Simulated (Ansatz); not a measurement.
All numbers below come from DFT PBE, scalar-relativistic, plane waves, PAW (Ansatz). Settings: cutoff 420 eV, Γ-centred meshes spaced at most about 0.3 Å⁻¹, and about 0.25 Å⁻¹ or finer for metals (2π included), Gaussian smearing. No spin polarisation in the final relaxations.

Temperature and zero-point effects are left out.

Two forms of Ga₃BSb₂ were relaxed alike.

1. Space group P6/mmm (No. 191), hexagonal, a = 5.324 Å, c = 5.702 Å. Ga has 4 Ga at 2.66 Å and 4 Sb at 3.24 Å; B is surrounded by 6 Sb at 3.07 Å; Sb is surrounded by 3 Sb at 3.07 Å, 3 B at 3.07 Å and 6 Ga at 3.24 Å.

2. Space group P-3m1 (No. 164), trigonal, a = 3.570 Å, c = 10.911 Å. Ga on a site of symmetry 3m has 3 Ga at 2.75 Å and 3 Sb at 3.05 Å; Ga on a site of symmetry -3m is surrounded by 6 Ga at 2.75 Å; around B lie 6 Sb at 2.48 Å; Sb has 3 B at 2.48 Å and 3 Ga at 3.05 Å.

**Question.** Which would you expect to be lower, and how large is the difference?

**Answer.** Cell 2 is lower, by 0.48 eV/atom. Cell 1 has space group P6/mmm (No. 191), 23.3 Å³/atom and no gap on its mesh; cell 2 has space group P-3m1 (No. 164), 20.1 Å³/atom and no gap. Counting B or Sb atoms around Ga (for each partner element, those within 1.25 times its shortest distance or 1.15 times the sum of covalent radii, where it is the nearest in units of that sum or under 1.3; the shortest distance is added where it is long for a bond; a slash parts the counts of unlike sites), cell 1 has Ga 4 from 3.2 Å and cell 2 has Ga 3/6 from 4.6 Å. The denser one is the lower, and pressure would at first widen the difference. Even the lower one lies +0.35 eV/atom against the reference forms of the elements (uncorrected), so neither is stable at this level. Both come from invented guesses.

These runs have no spin–orbit coupling, which can matter for Sb. Cells relaxed within their symmetry can be saddle points.

The gap of 0.48 eV/atom probably reflects how poorly the first cell accommodates boron. Its six Sb neighbours at 3.07 Å are far beyond a normal B–Sb bond, so the small atom sits almost unbound in an oversized site, and the Ga–Sb contacts are weak too. Only the Ga–Ga contacts are of ordinary bonding length. The trigonal cell draws Sb in to 2.48 Å around B, which should restore much of the orbital overlap, although even this distance is stretched, as six large Sb atoms crowd around one small centre. Its Ga–Sb contacts remain long, so the gain seems to come mainly from boron's surroundings, with the higher density a by-product.

That the better cell still lies above the elements makes chemical sense: elemental boron gives up strong multicentre B–B bonding, while B and Sb differ too little in electronegativity for much ionic compensation. Since GaSb is a well-known stable compound, separation into GaSb, Ga and B should be more favourable still, making the elemental reference a lenient test.
